**Question.** *I was taught that the phonon group velocity vanishes at every $\mathbf q=\mathbf G/2$ because of time reversal. For hcp Be my script takes central differences of the sorted frequencies and returns exactly zero at the A point, yet the longitudinal branches along Γ–A visibly meet at A with finite slope. Which is right? And if I need velocities summed over a $q$ mesh, which way of computing them gives the most accuracy for the work?*

---

**Answer.** The plot is right. The zero-velocity theorem holds for nondegenerate branches, and in hcp no branch is nondegenerate at A. Your script returns zero because sorted frequencies are even about A whatever the slopes are. Below are the theorem, a model of the Be longitudinal branches that can be solved exactly, and the work and deviation of each method on it.

## What time reversal gives

Take the dynamical matrix with phases set by the cell vectors $\mathbf R$,
$$D_{\kappa\alpha,\kappa'\beta}(\mathbf q)=\frac{1}{\sqrt{M_\kappa M_{\kappa'}}}\sum_{\mathbf R}\Phi_{\kappa\alpha,\kappa'\beta}(\mathbf R)\,e^{i\mathbf q\cdot\mathbf R},$$
with eigenvalues $\lambda_j=\omega_j^2$ in ascending order. Real force constants give $D(-\mathbf q)=D(\mathbf q)^*$, and this convention gives $D(\mathbf q+\mathbf G)=D(\mathbf q)$. A Hermitian matrix and its conjugate share their spectrum, so
$$\omega_j(\mathbf G/2+\mathbf p)=\omega_j(-\mathbf G/2-\mathbf p)=\omega_j(\mathbf G/2-\mathbf p).$$
If branch $j$ is nondegenerate there, $\omega_j>0$ and $D$ is smooth, then $\omega_j$ is differentiable and even, and its gradient vanishes.

The matrix form covers degeneracy as well. At $\mathbf G/2$, $D$ is real symmetric, and its derivative $D'$ along any direction is $i$ times a real antisymmetric matrix. A nondegenerate eigenvector $e$ can be taken real, so $\lambda'=e^{T}D'e=0$. For a degenerate level the slopes are the eigenvalues of $D'$ projected on the level, again $i$ times a real antisymmetric matrix, and these come in pairs $\pm s$.

On a whole zone face normal to $\mathbf G$, the normal velocity of a nondegenerate branch is forced to zero when $\omega_j$ is symmetric under reflection in the plane normal to $\mathbf G$. A mirror parallel to the face does this, and so does a twofold axis along $\mathbf G$, plain or screw, combined with $\mathbf q\to-\mathbf q$.

hcp has both, and still the normal velocity survives on the face $q_z=\pi/c$. The cube of the $6_3$ screw is a twofold rotation about $z$ with translation $c/2$, and its square is the translation $c$. Followed by complex conjugation it is an antiunitary operation $\Theta$ that sends $(q_x,q_y,q_z)$ to $(q_x,q_y,-q_z)$, the same point on that face, with $\Theta^2=e^{\mp i q_zc}=-1$. From $\langle\Theta a|\Theta b\rangle=\langle b|a\rangle$ with $a=e$, $b=\Theta e$ one gets $-\langle\Theta e|e\rangle=\langle\Theta e|e\rangle=0$. Every level on the face is at least double: the branches stick. The same holds for hcp Ru and Co and for wurtzite AlN.

## A solvable model of the longitudinal branches

For $\mathbf q\parallel z$, symmetry decouples $z$ motion from in-plane motion, and the basal planes, spaced $d=c/2$, move rigidly. Keep constants $K_1$ between adjacent planes and $K_2$ between second planes, per atom:
$$D=\frac1M\begin{pmatrix}2K_1+2K_2(1-\cos qc)&-K_1(1+e^{-iqc})\\-K_1(1+e^{iqc})&2K_1+2K_2(1-\cos qc)\end{pmatrix}.$$
With $\theta=qd$, $\omega_0^2=4K_1/M$ and $\beta=K_2/K_1$, the eigenvalues are $\omega_0^2\ell(\theta)$ and $\omega_0^2\ell(\theta+\pi)$, where
$$\ell(\theta)=\sin^2(\theta/2)+\beta\sin^2\theta .$$
The two branches are one smooth curve folded at $\theta=\pi/2$, which is A. There $D$ is a multiple of the unit matrix and $dD/dq=(K_1c/M)\,\sigma_y$, with $\sigma_y$ the Pauli matrix. The slopes are $\pm K_1c/(2M\omega_A)$.

Typical inputs for Be: $c=3.58\times10^{-10}$ m, $M=9.012$ u, longitudinal optical frequency at Γ $\omega_0/2\pi=20$ THz, $C_{33}=350$ GPa, density $1850$ kg m$^{-3}$. Then $K_1=59.1$ N/m and $v_0\equiv\omega_0d/2=11.25$ km/s. The sound speed is $v_0\sqrt{1+4\beta}$. Setting it equal to $\sqrt{C_{33}/\text{density}}=13.8$ km/s gives $\beta=0.124$, which I round to $1/8$, so $K_2=7.38$ N/m. Both constants are thus chosen to reproduce typical behaviour at Γ. With $u=\cos\theta$,
$$\ell=\frac{(1-u)(5+u)}{8},\qquad \ell'=\frac{\sin\theta\,(2+u)}{4},\qquad f\equiv\frac{v^2}{v_0^2}=\frac{\ell'^2}{\ell}=\frac{(1+u)(2+u)^2}{2(5+u)}.$$
At A the model has $\omega_A/2\pi=15.8$ THz, $f=2/5$ and slopes $\pm7.1$ km/s. A third-plane constant $\beta_3K_1$ would add $\beta_3\sin^2(3\theta/2)$ to $\ell$ and change this slope by the fraction $-3.4\,\beta_3$ at fixed $K_1,K_2$, so the number is the model's and deserves two figures at most.

The test quantity is the mode average $F=\langle f\rangle$ over both branches of the line. It is the velocity factor of a relaxation-time conductivity with equal lifetimes and heat capacities. It predicts no conductivity: at 300 K the model's A mode holds only $0.60\,k_B$.

Everything follows from one family, $f_{a,b}=(1+u)(a+bu)^2/[2(5+u)]$, with $f=f_{2,1}$. Put $w=5+u$ and $e=a-5b$:
$$2f_{a,b}=b^2w^2+(2be-4b^2)\,w+e^2-8be-\frac{4e^2}{w}.$$
With $\langle w\rangle=5$, $\langle w^2\rangle=51/2$ and $\langle1/w\rangle=g$,
$$\langle f_{a,b}\rangle=\tfrac{11}{4}b^2+be+\tfrac12e^2(1-4g).$$
The expansion $\frac{1}{5+\cos\theta}=\frac1{\sqrt{24}}\left[1+2\sum_{k\ge1}(-\rho)^k\cos k\theta\right]$, with $\rho=5-\sqrt{24}=0.10102$, gives $g=1/\sqrt{24}$ for the continuous average. Hence the exact answer
$$F=\frac{17}{4}-\frac{3\sqrt6}{2}=0.575765,$$
or $\langle v^2\rangle=7.3\times10^{7}$ m$^2$ s$^{-2}$ for the model.

## The mesh

Use $q_j=(2j+1)\pi/(Nc)$, $j=0,\dots,N-1$. It never contains Γ, where $\ell'^2/\ell$ is $0/0$. It contains A for odd $N$ and straddles A for even $N$. Time reversal leaves $P=\lceil N/2\rceil$ points to compute. Unfolded, the $2N$ modes sit at $\theta=(j+\tfrac12)h$ with $h=\pi/N$, the midpoint rule on the circle. The mesh average of $\cos k\theta$ is $(-1)^p$ for $k=2Np$ and zero otherwise. For $N\ge2$ the polynomial part is therefore averaged exactly and only $g$ changes:
$$g_N=\frac1{\sqrt{24}}\,\frac{1-\rho^{2N}}{1+\rho^{2N}}.$$

## How the deviation falls

All methods form $v=\lambda'/(2\omega)$ and differ in how they get $\lambda'$.

**H: analytic derivative.** The Hellmann–Feynman formula $\lambda'=e^\dagger D'e$, with $D'$ diagonalised inside each degenerate level, gives $f$ exactly at every point. Only the quadrature deviates:
$$\frac{F_H-F}{F}=\frac{18\,(g-g_N)}{F}=\frac{3\sqrt6}{F}\frac{\rho^{2N}}{1+\rho^{2N}}\approx12.76\,\rho^{2N}.$$

**C: connected differences on the mesh.** Follow the smooth curve through A. The lower branch before A continues as the upper branch after it, and by evenness $\lambda_{\rm up}(A+p)=\lambda_{\rm up}(A-p)$, so a stencil that crosses the face only swaps the two indices and needs no eigenvectors. Since the central difference of $\cos n\theta$ is $-\sin n\theta\,\sin nh/h$, the method yields $f_{a,b}$ with $a=2\sin h/h$ and $b=\sin2h/(2h)$, and $F_C$ is the closed form above with $g_N$. To order $h^2$, $a=2-h^2/3$, $b=1-2h^2/3$, $e=-3+3h^2$, so
$$\frac{F_C-F}{F}\approx\frac{3\sqrt6-23/3}{F}\,h^2=-0.553\,h^2=-\frac{5.45}{N^2}.$$

**S: sorted differences on the mesh**, your script, here applied to $\lambda$. As $\ell$ is monotonic on $(0,\pi)$, S differs from C only where a stencil crosses A. For odd $N$ that is the point A alone, where evenness gives zero for 2 of the $2N$ modes in place of $f_{a,b}(u{=}0)=a^2/10$:
$$F_S=F_C-\frac{a^2}{10N},\qquad \frac{F_S-F}{F}\approx-\frac{0.695}{N}-\frac{5.45}{N^2}.$$
Avoiding A does not help. For even $N$ the lower branch at $\pi/2-h/2$ sees its own value again at $\pi/2+h/2$, so the difference spans one step and is divided by two. Four modes get half their slope and lose $3/4$ of $f$, which gives $-\tfrac32(0.695)/N=-1.04/N$. H without the degenerate step fails like S on odd meshes: real eigenvectors at A give $e^T\sigma_ye=0$ and the same $-0.695/N$.

**D: the same difference with a free small step.** On an even mesh, solve at $\theta\pm\delta$ with $\delta\ll h$ and take $\lambda$ as the mean of the two. No stencil reaches A. The quadrature deviation is that of H. The stencil adds $-0.553\,\delta^2$. The mean replaces $\ell$ by $\ell+\delta^2\ell''/2$ and adds $-\delta^2\langle f\ell''/2\ell\rangle/F$. Near Γ, $f\ell''/2\ell\to\frac{3/4}{1-u}$, and the mesh average of $1/(1-u)$ is $N$, so this term is about $-1.30\,N\delta^2$ for large $N$. Rounding of the eigenvalues at relative size $\epsilon=1.1\times10^{-16}$ in double precision adds about $\epsilon/\delta$. At $\delta=10^{-5}$ and $N=6$ the truncation part is below $10^{-9}$ and rounding is near $10^{-11}$. Balancing the two leaves a floor of order $10^{-10}$.

## How work and memory grow

Let $m=3n$ for $n$ atoms per cell and let $N_R$ be the number of cell vectors in the sum. Count real additions and multiplications to leading order.

* Building $D$: each term is a real constant times a complex phase, added on, 4 operations. Hermiticity halves the $m^2$ entries: $2N_Rm^2$. Each component of $D'$ costs the same.
* Eigenvalues only: reduction to tridiagonal form, typically $\frac43m^3$ for a real matrix and four times that for a complex one, $\frac{16}{3}m^3$. The tridiagonal stage is $O(m^2)$.
* Eigenvectors: forming the transformation adds $\frac{16}3m^3$, and the QR rotations, typically $6m^3$ for real columns, add $12m^3$ for complex ones. The total is $\frac{68}{3}m^3$.
* $D'$ times all eigenvectors: $m^3$ complex multiply-adds, $8m^3$ per component. The degenerate blocks are small matrices built from these products.

One eigenvalue solve is the unit, $W_0=2N_Rm^2+\frac{16}3m^3$. Per point S and C cost 1, D costs 2 per component, and H costs $W_H=4N_Rm^2+\frac{92}{3}m^3$ for one component. A code works with the full matrix, $m=6$ for Be. With an assumed $N_R=100$, $W_0=8352$ and $W_H=21024$, a ratio of $2.52$. The ratio runs from 2 for $N_R\gg m$ to $5.75$ for $m\gg N_R$, and is $2.91$ for wurtzite AlN with $m=12$ and the same $N_R$. Leading-order counts are rough at $m=6$, so ratios below about 1.5 are ties.

In memory all methods hold $N_Rm^2=3600$ force constants. S and C add one complex matrix and three sets of eigenvalues, $2m^2+3m=90$ reals. D adds $2m^2+2m=84$. H adds eigenvectors, $D'$, their product and the eigenvalues, $6m^2+m=222$. D and H treat each point alone. On an $N^3$ mesh with all three components, S and C keep three planes, $3N^2m$ numbers. Memory does not decide the matter for Be.

## The numbers

Relative deviation from $F$ at $P$ computed points. S uses $N=2P-1$, its better choice at leading order, and the others use $N=2P$. D follows the H column down to its floor.

| $P$ | S | C | H | cost S, C | cost D | cost H |
|---|---|---|---|---|---|---|
| 1 | $-1$ | $-0.741$ | $1.33\times10^{-3}$ | 1 | 2 | 2.52 |
| 2 | $-0.611$ | $-0.288$ | $1.38\times10^{-7}$ | 2 | 4 | 5.03 |
| 3 | $-0.317$ | $-0.140$ | $1.44\times10^{-11}$ | 3 | 6 | 7.55 |
| 4 | $-0.198$ | $-0.0816$ | $1.50\times10^{-15}$ | 4 | 8 | 10.1 |
| 8 | $-0.0696$ | $-0.0211$ | rounding | 8 | 16 | 20.1 |
| 16 | $-0.0280$ | $-0.00531$ | rounding | 16 | 32 | 40.3 |

The H entry at $P=4$ is the formula's value and already sits near the rounding level. On the line, S falls as the inverse of the work, C as its inverse square, and H and D gain a factor $\rho^{-4}=9.6\times10^{3}$ per added point.

**Cheapest choice for a stated accuracy**, in units of $W_0$:

| accuracy | S | C | D | H | choice |
|---|---|---|---|---|---|
| $10^{-1}$ | 7 | 4 | 2 | 2.52 | D, H tied |
| $10^{-2}$ | 39 | 12 | 2 | 2.52 | D, H tied |
| $10^{-4}$ | $3.5\times10^3$ | 117 | 4 | 5.03 | D, H tied |
| $10^{-12}$ | out of reach | out of reach | out of reach | 10.1 | H |

The meshes are $N=13$ and $77$ for S and $N=8,24,234$ for C. The last row matters only for testing a code, and there $\epsilon$ divided by the step bars all difference methods. D is nominally ahead of H by a factor $1.26$, inside the uncertainty of the counts.

**Best choice inside a budget:**

* 1 unit: C with $N=2$, deviation $-0.741$. Nothing useful fits.
* 2 units: D with $N=2$, $1.33\times10^{-3}$, against $-0.288$ for C.
* 5 units: D with $N=4$, $1.38\times10^{-7}$ for 4 units. H needs 5.03 for the same.
* 8 units: H with $N=6$, $1.44\times10^{-11}$, below the floor of D.

S is never chosen, because C costs the same and is closer. C has one use: if eigenvalues on a dense mesh already exist, say for a density of states, its added cost is a few operations per mode, and $N=24$ gives one per cent.

**The slope at A alone** needs a single eigenvalue solve, at $\theta=\pi/2-\delta$. The splitting of the pair is $\ell(\pi/2+\delta)-\ell(\pi/2-\delta)=\sin\delta$ and the mean is $\frac12+\frac18\cos^2\delta$, so
$$\frac{v_A^{\rm est}}{v_0}=\frac{\sin\delta}{2\delta\sqrt{\frac12+\frac18\cos^2\delta}},\qquad \frac{v^{\rm est}_A-v_A}{v_A}\approx-\frac{\delta^2}{6}+\frac{\delta^2}{10}=-\frac{\delta^2}{15}.$$
At $\delta=10^{-3}$ the magnitude is $6.7\times10^{-8}$ for 1 unit, against 2.52 units for H.

## What shifts the ranking

*All three components.* D needs 6 solves. H needs $8N_Rm^2+(\frac{68}3+24)m^3=38880$ operations for Be, $4.66$ units, nominally ahead and again close to a tie. For $m\gg N_R$ it needs $8.75$ units against 6, and for one component $5.75$ against 2, so large cells favour D when one direction is enough.

*A rougher integrand.* The small $\rho$ comes from the short range of the model. Long-range constants, frequency-dependent lifetimes or low-temperature heat capacities move singularities of the integrand towards real $q$ and push $\rho$ up. At the cost of D on mesh $N$, C affords mesh $2N$, squares the factor $\rho^{2N}$ and pays $5.45/(2N)^2=1.36/N^2$. With the prefactors kept and an illustrative $\rho=0.8$, the equation $12.76\,\rho^{2N}=1.36/N^2$ gives $N\approx18$ and a deviation of $4\times10^{-3}$. C is then the better buy for looser accuracies. On a three-dimensional mesh twice the work buys only $2^{1/3}=1.26$ in $N$, which takes most of that advantage away.

*Three dimensions.* Work grows as $N^3$. S mishandles the whole face, a fraction of order $1/N$ of the modes, so its deviation falls as $W^{-1/3}$ in the work $W$, and that of C as $W^{-2/3}$. H and D lose pure exponential convergence wherever $v^2$ depends on the direction of approach. A fraction $N^{-3}$ of the mesh lies next to Γ or an isolated crossing point, and $N^{-2}$ next to a line of degeneracy, and these fractions bound the order of the deviation. The sticking face is harmless, since the pair continues smoothly through it wherever its slope is nonzero.

*Other crossings.* The swap rule knows only about the face. If a longitudinal branch crosses a transverse one between Γ and A, sorting the six eigenvalues brings back a $1/N$ term in C unless the symmetry blocks are separated first. D is exposed only when a crossing lies within $\delta$ of a mesh point. On a mesh that contains the face, D needs the swap and H needs its degenerate blocks.

For your script: choose a mesh with no points on $q_z=\pi/c$ and replace mesh differences by a step near $10^{-5}$ in $\theta$, or by the analytic derivative if you want all components. At A itself report the pair $\pm v_A$ from the projected $D'$ or from the splitting. The zero your script found there is the mean of the two slopes.